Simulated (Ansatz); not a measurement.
A series in volume per atom on Bi

Results calculated with Ansatz 0.2.0, not measured. Periodic Kohn-Sham DFT of a crystal at fixed atoms; pressure and stress are positive in compression; the energy is the free energy less that of spherical unpolarised free atoms; site moments are those in the method's own spheres, positive along +z.

Cell of the first row (space group R-3m, No. 166):
```
cell vectors (Å)
   2.2266     1.2855     3.8733
  -2.2266     1.2855     3.8733
   0.0000    -2.5711     3.8733
atoms (fractions of the cell vectors)
Bi  0.23389  0.23389  0.23389
Bi  0.76611  0.76611  0.76611
```

Settings of every row: method frozen-core PAW; functional PBEsol; relativity scalar; k mesh 10x10x10; filling fermi-dirac; smearing width 0.03 eV; wave cutoff 420 eV; paw set soft_2.

Atom start moment: 0 on all atoms.

Limits: PAW files made with PBE; no spin-orbit coupling on heavy atoms.

| row | volume per atom (Å³) | pressure (GPa) |
| --- | --- | --- |
| 1 | 33.26 | 2.669 |
| 2 | 33.968 | 1.434 |
| 3 | 34.675 | 0.332 |
| 4 | 35.029 | -0.173 |
| 5 | 35.383 | -0.65 |
| 6 | 35.737 | ? |
| 7 | 36.091 | -1.526 |
| 8 | 36.798 | -2.307 |
| 9 | 37.506 | -3.003 |

Question: what pressure should row 6 give?

Worked fit of pressure. Take u = (V_r/V)^(2/3) − 1 with V_r = 35.206 Å³ an atom, which is twice the finite (Eulerian) strain; such expansions in the strain, on which the Birch-Murnaghan equation of state is built, carry the rest volume and the bulk modulus. The shown rows have u = 0.03864, 0.02415, 0.01018, 0.00337, -0.00334, -0.01642, -0.02905, -0.04131. Least squares give pressure = −0.4148 + 71.204 × u + 215.15 × u² + 199 × u³ GPa; a parabola predicts inner rows, each left out in turn, worse (root mean square 0.0033 against 0.0011 GPa). The rows lie off it by 0.000, 0.001, -0.001, -0.001, 0.000, 0.001, 0.000, 0.000. The pressure vanishes at u = 0.0057, or V = 34.91 Å³ an atom, and there the bulk modulus at fixed shape and fractions is B = −V dP/dV = (2/3)(1 + u) dP/du = 49.4 GPa. Letting shape and atoms relax would as a rule lower it, by much in layered, chain or molecular crystals. The withheld row has u = -0.00993, so the fit gives −0.4148 + 71.204 × (-0.00993) + 215.15 × (-0.00993)² + 199 × (-0.00993)³ = -1.101 GPa.

The calculation gave -1.101 GPa. The fit meets it to the printed digit.
